**Bulk modulus of fcc s- and p-block elements against valence electron density**

The table holds volume per atom, bulk modulus B, its pressure derivative B′ and neighbour distance of Li, B, Rb, Sb, Cs and Ba held in the fcc structure, from plane-wave PAW calculations with r2SCAN, scalar-relativistic and without spin polarisation. The program tests B against the valence density n = z/V with a free Fermi gas, power laws in n and V, and an empty-core electron-gas model whose core radius is fixed by zero pressure at the computed volume. The modulus follows the order of n (exponent 1.18, errors up to 17 %), while volume alone misplaces Li and Sb; the empty-core model is within 19 % for the alkali metals and too stiff by 67 % to 271 % for Ba, boron and Sb. The model gives B′ near 3.2 in every row, against 1.63 for Ba. Pressure differences and refits of the Ba energies confirm a low B′, between about 1.6 and 2.0 depending on the treatment of smearing, and the smearing entropy gives Ba 1.9 times the free-electron density of states.

Six s- and p-block elements in the fcc structure, computed with Ansatz 0.2.0: DFT with the r2SCAN functional, plane waves (cutoff 500 eV) and scalar-relativistic PAW, without spin polarisation. Fermi-Dirac smearing has a width of 0.1 eV. Volumes and bulk moduli come from equation-of-state runs at uniformly scaled volumes.

## Program and output

```python
# Table: volume, bulk modulus B, B' and neighbour distance of fcc s/p elements (Ansatz, plane-wave PAW, r2SCAN, no spin).
# Tested: B against valence density n = z/V (Fermi gas, power laws, empty-core model held at P = 0) and the low B' of Ba.
T = {
    'element': ['Li', 'B', 'Rb', 'Sb', 'Cs', 'Ba'],
    'Z': [3, 5, 37, 51, 55, 56],
    'valence_electrons': [1, 3, 1, 5, 1, 2],
    'k_mesh': ['14×14×14', '21×21×21', '9×9×9', '13×13×13', '8×8×8', '10×10×10'],
    'volume_r2SCAN': [20.94, 5.82, 95.18, 27.16, 124.88, 67.24],  # Å³
    'bulk_modulus_r2SCAN': [13.0, 280, 2.64, 60.1, 1.82, 7.59],  # GPa
    'bulk_modulus_pressure_derivative_r2SCAN': [3.32, 3.78, 3.59, 4.38, 3.34, 1.63],
    'neighbour_distance_r2SCAN': [3.096, 2.019, 5.132, 3.375, 5.591, 4.558],  # Å
}
import numpy as np, sympy as sp
from scipy import constants as C
from scipy.optimize import brentq
el = T['element']; ix = {e: i for i, e in enumerate(el)}
z, V, B, Bp, d = (np.array(T[k], float) for k in ['valence_electrons', 'volume_r2SCAN', 'bulk_modulus_r2SCAN', 'bulk_modulus_pressure_derivative_r2SCAN', 'neighbour_distance_r2SCAN'])
a0 = C.physical_constants['Bohr radius'][0]*1e10; Ry = C.physical_constants['Rydberg constant times hc in eV'][0]
G = C.e*1e21  # eV/A^3 -> GPa
n = z/V; EF = Ry*a0**2*(3*np.pi**2*n)**(2/3); Bk = 2/3*n*EF*G; Vc = d**3/np.sqrt(2)
half = np.array([0.05, 0.5, 0.005, 0.05, 0.005, 0.005])  # half of last printed digit of B
print(f"B max/min {B.max()/B.min():.0f}, V max/min {V.max()/V.min():.1f}, n max/min {n.max()/n.min():.0f}; rounding of B at most {100*max(half/B):.2f} %")
print("el   n(e/A^3)  E_F(eV)  B(GPa)  Fermi-gas B  gas/table  B*V/z(eV)  V fit vs cell(%)")
for i in np.argsort(-n): print(f"{el[i]:3s} {n[i]:8.4f} {EF[i]:8.2f} {B[i]:8.2f} {Bk[i]:9.2f} {Bk[i]/B[i]:9.2f} {B[i]*V[i]/z[i]/G:9.2f} {100*(V[i]/Vc[i]-1):+10.1f}")
sl = {}
for name, x in (('n', n), ('V', V)):
    p = np.polyfit(np.log(x), np.log(B), 1); r_ = np.exp(np.polyval(p, np.log(x)))/B-1; sl[name] = p[0]
    print(f"power law B ~ {name}^{p[0]:.2f}, rms ln error {np.sqrt(np.mean(np.log1p(r_)**2)):.2f}; errors %: " + ' '.join(f"{e} {100*q:+.0f}" for e, q in zip(el, r_)))
print(f"Sb/Li ratios: V {V[ix['Sb']]/V[ix['Li']]:.2f}, n {n[ix['Sb']]/n[ix['Li']]:.2f}, B {B[ix['Sb']]/B[ix['Li']]:.2f}; Ba/Cs: V {V[ix['Ba']]/V[ix['Cs']]:.2f}, n {n[ix['Ba']]/n[ix['Cs']]:.2f}, B {B[ix['Ba']]/B[ix['Cs']]:.2f}")
# empty-core model, Ry per electron: kinetic, exchange, fcc Madelung, Wigner correlation (switch k), core term c = 3 rc^2
r, Z, c, k = sp.symbols('r Z c k', positive=True); s = (9*np.pi/4)**(1/3)
f = 0.6*s**2/r**2 - (1.5*s/np.pi + 1.7917*Z**sp.Rational(2, 3))/r - k*0.88/(r+7.8)
Dv = lambda g: sp.diff(g, r)/(4*sp.pi*r**2)
P = -Dv(f + c/r**3); Bm = -4*sp.pi*r**3/3*Dv(P); c0 = r**4*sp.diff(f, r)/3
fun = sp.lambdify((r, Z, k), [Bm.subs(c, c0), (sp.diff(Bm, r)/sp.diff(P, r)).subs(c, c0), c0])
def model(v, zz, kk=1.0):
    rs = (3*v/zz/(4*np.pi))**(1/3)/a0; b, bp, cc = fun(rs, zz, kk)
    return rs, b*Ry/a0**3*G, bp, np.sqrt(cc/3)*a0
ion = {'Li': 0.76, 'B': 0.27, 'Rb': 1.5, 'Sb': 0.60, 'Cs': 1.7, 'Ba': 1.4}  # rough recalled ionic radii, A
print("empty core, rc set by P = 0: el  rs(bohr)  B model(GPa)  error %  error without correlation %  B' model  B' table  rc(A)  rough ion radius(A)")
M = np.array([model(V[i], z[i]) for i in range(len(el))])
for i, e in enumerate(el): print(f"{e:3s} {M[i,0]:6.2f} {M[i,1]:8.2f} {100*(M[i,1]/B[i]-1):+6.0f} {100*(model(V[i], z[i], 0.0)[1]/B[i]-1):+6.0f} {M[i,2]:6.2f} {Bp[i]:6.2f} {M[i,3]:6.2f} {ion[e]:6.2f}")
w = np.argmax(abs(np.log(M[:, 1]/B))); print(f"worst row {el[w]}: model/table {M[w,1]/B[w]:.2f}")
m3 = model(V[ix['Sb']], 3.0); print(f"Sb counted with 3 electrons: B model {m3[1]:.1f} GPa, error {100*(m3[1]/B[ix['Sb']]-1):+.0f} %, B' {m3[2]:.2f}")
al = z == 1
print(f"alkali exponent of B in n: table {np.polyfit(np.log(n[al]), np.log(B[al]), 1)[0]:.2f}, empty core {np.polyfit(np.log(n[al]), np.log(M[al,1]), 1)[0]:.2f}, Fermi gas 1.67")
v2 = brentq(lambda v: model(v, 2.0)[3]-M[ix['Cs'], 3], 40, 400)
print(f"z = 2 with the Cs core radius: V {v2:.0f} A^3 (Cs {V[ix['Cs']]:.1f}, Ba {V[ix['Ba']]:.1f}); rc Ba/Cs {M[ix['Ba'],3]/M[ix['Cs'],3]:.2f}")
# further outputs of the same runs: pressures (GPa) at volume factors, smearing TS (eV) at factor 1, Ba energies (eV)
fa = np.array([0.88, 0.92, 0.96, 1.0, 1.04, 1.08])
Pr = {'Li': [2.046227, 1.238097, 0.56278, -0.0035431, -0.48001, -0.88182], 'B': [45.67326, 27.48546, 12.47115, 0.070068, -10.17554, -18.63262],
      'Rb': [0.4142, 0.24879, 0.11166, -0.0022681, -0.097046, -0.17594], 'Sb': [10.30541, 6.04482, 2.691809, 0.020069, -2.137585, -3.881008],
      'Cs': [0.2981, 0.18701, 0.09309, 0.014012, -0.052668, -0.10909], 'Ba': [1.128503, 0.723, 0.36048, 0.036748, -0.25013, -0.50228]}
TS = {'Li': 0.013062, 'B': 0.0065298, 'Rb': 0.02782, 'Sb': 0.024467, 'Cs': 0.04035, 'Ba': 0.053769}
print("from pressures: el  B at 1.00 V(GPa)  local B' at 0.92 0.96 1.00 1.04 V | DOS from TS (1/eV)  free-electron  ratio")
loc = {}
for i, e in enumerate(el):
    p = np.array(Pr[e]); b = -np.diff(p)/np.diff(np.log(fa)); loc[e] = np.diff(b)/np.diff((p[1:]+p[:-1])/2)
    g = 3*TS[e]/(np.pi*0.1)**2; g0 = 1.5*z[i]/EF[i]
    print(f"{e:3s} {(b[2]+b[3])/2:7.2f}   " + ' '.join(f"{q:.2f}" for q in loc[e]) + f" | {g:.2f} {g0:.2f} {g/g0:.2f}")
EB = {'zero-smearing energy': [0.39646, 0.41143, 0.42025, 0.42343, 0.42147, 0.41491], 'free energy': [0.42264, 0.43805, 0.44705, 0.45032, 0.44848, 0.44214]}  # -(E + 5964 eV)
x = fa**(-2/3)
for name, y in EB.items():
    q = np.poly1d(np.polyfit(x, -np.array(y), 3)); rt = q.deriv().roots.real; x0 = rt[np.argmin(abs(rt-1))]
    v0 = Vc[ix['Ba']]*x0**-1.5; e2 = q.deriv(2)(x0)
    print(f"Ba Birch-Murnaghan, six points, {name}: V {v0:.2f} A^3, B {4*x0**2*e2/(9*v0)*G:.2f} GPa, B' {4+2*x0*q.deriv(3)(x0)/(3*e2):.2f}, max residual {1e3*max(abs(q(x)+np.array(y))):.3f} meV")
oth = np.array([e != 'Ba' for e in el])
print(f"B' other rows {Bp[oth].min():.2f} to {Bp[oth].max():.2f}, mean {Bp[oth].mean():.2f}; Ba minus model {Bp[ix['Ba']]-M[ix['Ba'],2]:+.2f}")
assert list(np.argsort(n)) == list(np.argsort(B))
assert 1.0 < sl['n'] < 5/3
assert V[ix['Li']] < V[ix['Sb']] and B[ix['Li']] < B[ix['Sb']]
assert Bp[ix['Ba']] < 2.5 < Bp[oth].min() and loc['Ba'][2] < 2.5
```

Printed output:

```
B max/min 154, V max/min 21.5, n max/min 64; rounding of B at most 0.38 %
el   n(e/A^3)  E_F(eV)  B(GPa)  Fermi-gas B  gas/table  B*V/z(eV)  V fit vs cell(%)
B     0.5155    23.44   280.00   1290.68      4.61      3.39       +0.0
Sb    0.1841    11.80    60.10    232.04      3.86      2.04       -0.1
Li    0.0478     4.80    13.00     24.48      1.88      1.70       -0.2
Ba    0.0297     3.50     7.59     11.12      1.47      1.59       +0.4
Rb    0.0105     1.75     2.64      1.96      0.74      1.57       -0.4
Cs    0.0080     1.46     1.82      1.25      0.69      1.42       +1.1
power law B ~ n^1.18, rms ln error 0.11; errors %: Li +10 B -16 Rb -9 Sb +17 Cs -5 Ba +7
power law B ~ V^-1.58, rms ln error 0.58; errors %: Li +169 B -6 Rb +21 Sb -61 Cs +15 Ba -27
Sb/Li ratios: V 1.30, n 3.85, B 4.62; Ba/Cs: V 0.54, n 3.71, B 4.17
empty core, rc set by P = 0: el  rs(bohr)  B model(GPa)  error %  error without correlation %  B' model  B' table  rc(A)  rough ion radius(A)
Li    3.23    15.41    +19    +11   3.20   3.32   0.68   0.76
B     1.46   541.75    +93    +91   3.17   3.78   0.33   0.27
Rb    5.35     2.40     -9    -17   3.25   3.59   1.34   1.50
Sb    2.06   222.94   +271   +266   3.26   4.38   0.73   0.60
Cs    5.86     1.71     -6    -15   3.25   3.34   1.50   1.70
Ba    3.78    12.69    +67    +59   3.26   1.63   1.09   1.40
worst row Sb: model/table 3.71
Sb counted with 3 electrons: B model 83.8 GPa, error +39 %, B' 3.24
alkali exponent of B in n: table 1.08, empty core 1.23, Fermi gas 1.67
z = 2 with the Cs core radius: V 148 A^3 (Cs 124.9, Ba 67.2); rc Ba/Cs 0.73
from pressures: el  B at 1.00 V(GPa)  local B' at 0.92 0.96 1.00 1.04 V | DOS from TS (1/eV)  free-electron  ratio
Li    13.01   3.12 3.21 3.31 3.42 | 0.40 0.31 1.27
B    282.51   3.40 3.57 3.76 3.97 | 0.20 0.19 1.03
Rb     2.60   3.30 3.44 3.59 3.76 | 0.85 0.86 0.99
Sb    60.23   4.48 4.43 4.32 4.52 | 0.74 0.64 1.17
Cs     1.82   2.85 3.12 3.25 3.33 | 1.23 1.03 1.19
Ba     7.62   1.57 1.71 2.02 2.35 | 1.63 0.86 1.91
Ba Birch-Murnaghan, six points, zero-smearing energy: V 67.23 A^3, B 7.61 GPa, B' 1.57, max residual 0.005 meV
Ba Birch-Murnaghan, six points, free energy: V 67.28 A^3, B 7.54 GPa, B' 2.03, max residual 0.004 meV
B' other rows 3.32 to 4.38, mean 3.68; Ba minus model -1.63
```
